**Results and discussion**

The chemical potential μ(N) = E(N) − E(N−1) is the energy needed to add the Nth electron to the dot, and the addition energy E(N+1) + E(N−1) − 2E(N) is the step μ(N+1) − μ(N). Both come from total energies of separate spin-polarised LDA runs, whereas the highest eigenvalue ε(N) is the top occupied Kohn-Sham level of a single run. Energies are in hartree\* and lengths in bohr\*, the effective atomic units. At closed shells the label "up" carries no meaning, since both spins are degenerate. The difference ε − μ runs through all that follows: it measures one fault of LDA and exposes the rows where the filling changes.

radks 2 with Libxc: spin-polarised Kohn-Sham LDA (Slater exchange, Perdew-Wang 92 correlation) for electrons in a spherical hard-wall dot of radius 1.69 bohr*, in effective atomic units (*). Shells are m-averaged and filled by a greedy search; levels are numbered by radial order within each l. Chemical potential is E(N) − E(N−1), addition energy E(N+1) + E(N−1) − 2E(N).

```tsv
electrons	chemical potential (hartree*)	unpaired electrons	rms radius (bohr*)	highest eigenvalue (hartree*)	highest level	addition energy (hartree*)
1	1.770	1	0.9029	2.140	1s up	n/a
2	2.747	0	0.9224	3.128	1s up	2.444
3	5.191	1	0.9762	5.564	1p up	0.7581
4	5.949	2	1.005	6.337	1p up	0.7801
5	6.729	3	1.024	7.123	1p up	1.015
6	7.744	2	1.039	8.114	1p down	0.7475
7	8.492	1	1.051	8.873	1p down	0.7660
8	9.258	0	1.061	9.644	1p up	2.794
9	12.05	1	1.076	12.42	1d up	0.7366
10	12.79	2	1.089	13.16	1d up	0.7414
11	13.53	3	1.099	13.90	1d up	0.7443
12	14.27	4	1.109	14.65	1d up	0.7462
13	15.02	5	1.117	15.39	1d up	0.9608
14	15.98	4	1.124	16.34	1d down	0.7276
15	16.71	3	1.131	17.07	1d down	0.7322
16	17.44	2	1.136	17.81	1d down	0.7351
17	18.18	1	1.142	18.54	1d down	0.7371
18	18.91	0	1.147	19.28	1d up	2.983
19	21.90	1	1.142	22.37	2s up	0.9310
20	22.83	2	1.148	23.19	1f up	0.7176
21	23.54	3	1.154	23.90	1f up	n/a
24	n/a	6	1.180	26.02	1f up	n/a
25	26.38	7	1.184	26.74	1f up	0.8636
26	27.25	8	1.179	27.72	2s up	0.8293
27	28.07	5	1.192	28.37	1f down	0.6534
28	28.73	4	1.195	29.08	1f down	0.7136
29	29.44	3	1.198	29.80	1f down	0.7144
30	30.16	2	1.202	30.51	1f down	0.7149
31	30.87	1	1.205	31.23	1f down	0.7154
32	31.59	0	1.208	31.94	1f up	1.046
33	32.63	1	1.203	33.10	2s up	1.109
34	33.74	0	1.199	34.21	2s up	2.861
35	36.60	1	1.203	36.95	1g up	0.7020
36	37.30	2	1.206	37.66	1g up	0.7024
37	38.01	3	1.209	38.36	1g up	0.7028
38	38.71	4	1.213	39.06	1g up	n/a
```

**One electron.** At N = 1 there is no interaction, so energy and eigenvalue must both equal the particle-in-a-sphere value π²/2R² = π²/(2 × 1.69²) = 1.728. The LDA energy is 2.4 % above this value and the eigenvalue 24 % above it. The electron repels itself through the Hartree energy E_H, and local exchange E_x cancels this only in part.

Evaluated on the exact density, with no parameter, E_H = 0.528 and E_x = −0.457, which leaves about 0.07 against an energy error of 0.042. The estimate omits the negative correlation energy that LDA gives even to one electron, and the relaxation of the orbital. Both lower the energy, but their shares were not separated.

The eigenvalue is the derivative of the energy with respect to occupation. Since E_H scales as the square of the density and E_x as its 4/3 power, ε contains 2E_H + (4/3)E_x where the energy contains E_H + E_x. Hence ε − E = E_H + E_x/3 = 0.528 − 0.152 = 0.376, against 0.370 in the table. The cancellation that nearly rescues the energy is therefore much less complete in the potential. This row is the only one with an exact reference, so these percentages do not carry over to larger N.

**Fractional filling.** Janak's theorem makes μ(N) the integral of the level ε(f) as its occupation f goes from 0 to 1. In the limit of the exact functional the energy is linear between integers, the level stays fixed while it fills, and ε = μ. In LDA the fraction already present repels the fraction being added. With ε(f) = ε₀ + Uf, the integral gives μ = ε₀ + U/2, so ε − μ = U/2. In an m-averaged shell the next electron of the same spin continues along the same line, so the addition energy equals U.

The table follows this LDA behaviour. Within shells, ε − μ is 0.49 to 0.51 of the addition energy, and μ(N) is the midpoint of ε(N−1) and ε(N) to within 0.005 in all 22 such steps. The theorem is built into the calculation, so the agreement shows that the slope is nearly constant and says nothing on whether μ is right. It does show that ε overstates the energy recovered on removing an electron by half a charging step, and that such energies must be taken from differences of E.

**Orbital size.** U is mainly a Coulomb self-repulsion, reduced by exchange-correlation and relaxation, and should tend to grow as an orbital shrinks. The mean offset falls slowly from 0.38 for 1p to 0.35 for 1g, but is 0.47 in each of the four rows where a 2s electron enters. In the 18-electron run the mean radius of 2s is 0.66 of that of 1f, in line with this argument, and the rms radius drops in exactly those four rows. Size is not the only cause: a free 1s has the same mean radius as a free 2s, half of R, yet the 1s rows have offsets of only 0.37 to 0.38. The exchange-correlation response and the relaxation of the other electrons differ between a nearly empty and a well-filled dot, and their shares were not separated. In this table a large offset together with a shrinking radius still marks the entry of a 2s electron.

**The 2s/1f crossing.** For free particles in the sphere 2s lies 1.64 below 1f. In the same runs the spacing shrinks to 0.73 at nine electrons, 0.25 at eighteen, and by twenty-nine electrons 2s is 0.17 above 1f. A likely cause is that the Hartree potential of the other electrons is highest at the centre, where 2s has more of its weight than 1f. Near the crossing whole configurations compete, and the filling stops being cumulative.

The step to N = 27 shows this. The number of unpaired electrons falls from 8 to 5, the only step that differs from one, and the radius jumps. The inferred change is 1f⁷2s¹ → 1f⁹: the 2s level empties and two spin-down electrons enter 1f. Here μ joins two different configurations and is not the integral over a single level.

The consequence can be read from two columns. The addition energy at N = 27 is 0.060 below that of the next row, and the offset is 0.30 in place of about 0.36. Both follow if the 26-electron state found lies about 0.06 below 1f⁸, which raises μ(27) by that amount. The dip is a trace of the rearrangement and belongs to no trend of the 1f shell.

The runs with 22 and 23 electrons are missing, and the gap hides another such change: 2s holds one electron from N = 19 to N = 21 and is inferred to be empty at N = 24 and 25. Near the crossing the greedy search may miss the lowest state, so the competing branches have to be compared. Integrating the 1f level linearly from the 18-electron core, with its slope fixed by the values at N = 18 and 24, puts the pure 1f branch 0.16 above the 2s¹ branch at N = 19. At N = 24, with the 2s¹ branch extrapolated, it lies 0.02 below, less than the 0.045 that rounding allows. The total energies of the 18- and 29-electron runs, linked by the more finely resolved addition energies, give a sharper answer: the state found at N = 24 lies about 0.05 below the extrapolated 2s¹ branch, so 1f⁶ is the lower of the two. The larger self-repulsion of 2s narrows the contest: the two empty levels of the 18-electron run are 0.25 apart, but the energies at N = 19 differ by only 0.16. How far the crossing would shift with an exact functional is untested here.

**Spherical averaging.** Because the energy depends only on how many electrons of each spin a shell holds, in-shell addition energies are nearly flat, varying by 0.010 across 1d up and 0.001 across the 1g rows. The spin flip at half filling survives, adding 0.215 at N = 13. Theory says that open d, f and g shells also split into multiplets of different orbital angular momentum, which averaging over m removes, so the flatness is partly imposed by the model. Nothing was fitted apart from the one slope named above; all differences except the total-energy comparison at N = 24 are listed in the output below.

The analysis program printed:

```
Energies in hartree*, lengths in bohr*; rounding +-0.0005 below 10 and +-0.005 above 10 hartree*
N=1 exact energy 1.728; LDA energy error +0.042 (2.4%); eigenvalue error +0.412 (23.9%)
N=1 exact rms radius 0.8985; LDA error +0.0044 (0.49%)
N=1 on exact density: E_H 0.528, E_x -0.457, exchange cancels 86% of E_H
  E_H+E_x 0.072 against energy error 0.042 (remainder -0.029)
  E_H+E_x/3 0.376 against eigenvalue - energy 0.370 (remainder -0.006)
Offset = eigenvalue - chemical potential, by shell of the highest level (N=27 apart)
  1s: 2 rows, 0.370 to 0.381, mean 0.376
  1p: 6 rows, 0.370 to 0.394, mean 0.382
  1d: 10 rows, 0.360 to 0.380, mean 0.368
  1f: 8 rows, 0.350 to 0.360, mean 0.356
  1g: 4 rows, 0.350 to 0.360, mean 0.353
  2s: 4 rows, 0.470 to 0.470, mean 0.470
  N=27: 0.30
Chemical potential - midpoint of eigenvalues N-1, N: 22 in-shell steps, worst +0.0050 at N=15 (rounding up to 0.010)
In-shell addition energies and offset/addition
  1p up N=3-4: 0.7581 to 0.7801, spread 0.0220, ratio 0.49 to 0.50
  1p down N=6-7: 0.7475 to 0.7660, spread 0.0185, ratio 0.49 to 0.50
  1d up N=9-12: 0.7366 to 0.7462, spread 0.0096, ratio 0.50 to 0.51
  1d down N=14-17: 0.7276 to 0.7371, spread 0.0095, ratio 0.49 to 0.50
  1f up N=20-20: 0.7176 to 0.7176, spread 0.0000, ratio 0.50 to 0.50
  1f down N=28-31: 0.7136 to 0.7154, spread 0.0018, ratio 0.49 to 0.50
  1g up N=35-37: 0.7020 to 0.7028, spread 0.0008, ratio 0.50 to 0.51
Half-filling excess over previous row: N=5 0.235, N=13 0.215
N=18 Kohn-Sham gap 2.170, addition energy 2.983, shortfall 0.813 (27%)
N=19 midpoint of empty and filled 2s level 21.91, chemical potential 21.90, rise of level 0.92
2s - 1f spacing: free particle -1.64; N=9 -0.73, N=18 -0.25, N=29 +0.17
N=29 empty 2s up above filled 1f down by 0.089; N=18 mean radius 2s/1f 0.66
Steps with unpaired change other than 1: N=26->27 -3
Radius drops: N=19 -0.005, N=26 -0.005, N=33 -0.005, N=34 -0.004; rise at N=27 +0.013, at N=28 +0.003
Radius per electron: N=20->21 +0.006, N=21->24 +0.0087, N=24->25 +0.004
Addition energy N=27 minus N=28: -0.0602 (-8.4%)
1f-only branch from N=18: level slope 0.719 per electron (N=24->25: 0.72)
E(1f only) - E(2s1 branch), N>21 extrapolated: N=19 +0.16, N=20 +0.12, N=21 +0.08, N=22 +0.04, N=23 +0.01, N=24 -0.02
  rounding can move the N=24 value by up to 0.045
```
